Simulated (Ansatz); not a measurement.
## Ligand exchange: B(CH3)2(SH) + C2H6S → B(CH3)(SH)2 + C3H8

Species: B(CH3)2(SH), singlet; C2H6S (ethanethiol) `CCS`, singlet; B(CH3)(SH)2, singlet; C3H8 (propane) `CCC`, singlet. The partners trade CH3 for SH: B–CH3 and C–SH bonds give way to B–SH and C–CH3.

Shapes, held fixed at every level: PBE0-D4/def2-TZVP. Flexible molecules stand in one conformer, not always the lowest. Programs: Ansatz 0.2.0. Electronic energies: no zero-point or thermal term.

Q: Estimate ΔE of this reaction.

A: The highest level, CCSD(T)/CBS estimate, gives ΔE = -74.6 kJ/mol; the levels span -79.4 to -73.5. The column of differences is taken from that level and isn't an error. No measured value is set beside it here. The CBS estimate extrapolates MP2 from def2-TZVPP and def2-QZVPP and adds CCSD(T) − MP2 in the triple-zeta set, cores frozen. Times are processor times on shared x86 and Arm servers, and rough.

| level | kind | ΔE (kJ/mol) | less CCSD(T)/CBS estimate | CPU time (sum over the molecules) |
| --- | --- | --- | --- | --- |
| PBE-D4/def2-TZVPP | GGA | -75.5 | -0.9 | 31 s |
| r2SCAN-D4/def2-TZVPP | meta-GGA | -76.6 | -2.0 | 44 s |
| wB97X-V/def2-TZVPP | range-separated hybrid | -73.5 | +1.1 | 91 s |
| MP2/def2-TZVPP | perturbation theory | -79.4 | -4.8 | – |
| CCSD(T)/def2-TZVPP | coupled cluster or CI | -76.5 | -1.9 | 7.5 min |
| CCSD/def2-TZVPP | coupled cluster or CI | -75.4 | -0.8 | – |
| CCSD(T)/CBS estimate | coupled cluster or CI | -74.6 | 0.0 | 10 min |

Exchanging methyl for thiol at boron is clearly exothermic at every level, with -74.6 kJ/mol at the highest. Two effects probably act together. On the carbon side, a C–S bond gives way to a stronger C–C bond. On the boron side, a methyl group, which offers only weak hyperconjugation, is replaced by a thiol whose sulfur lone pair can donate into the empty boron p orbital. Because the first SH group already donates into that orbital, the second likely gains less from π bonding than it would on a trialkylborane.

MP2 exaggerates the driving force relative to CCSD(T) in the same basis, which suggests that it overestimates the correlation gain on forming the products. The close agreement of CCSD with the highest level is partly a cancellation: triples make the reaction more exothermic, while basis-set extrapolation makes it less so. The total reaction energy alone cannot separate the π stabilisation at boron from the preference of carbon for C–C over C–S bonding.
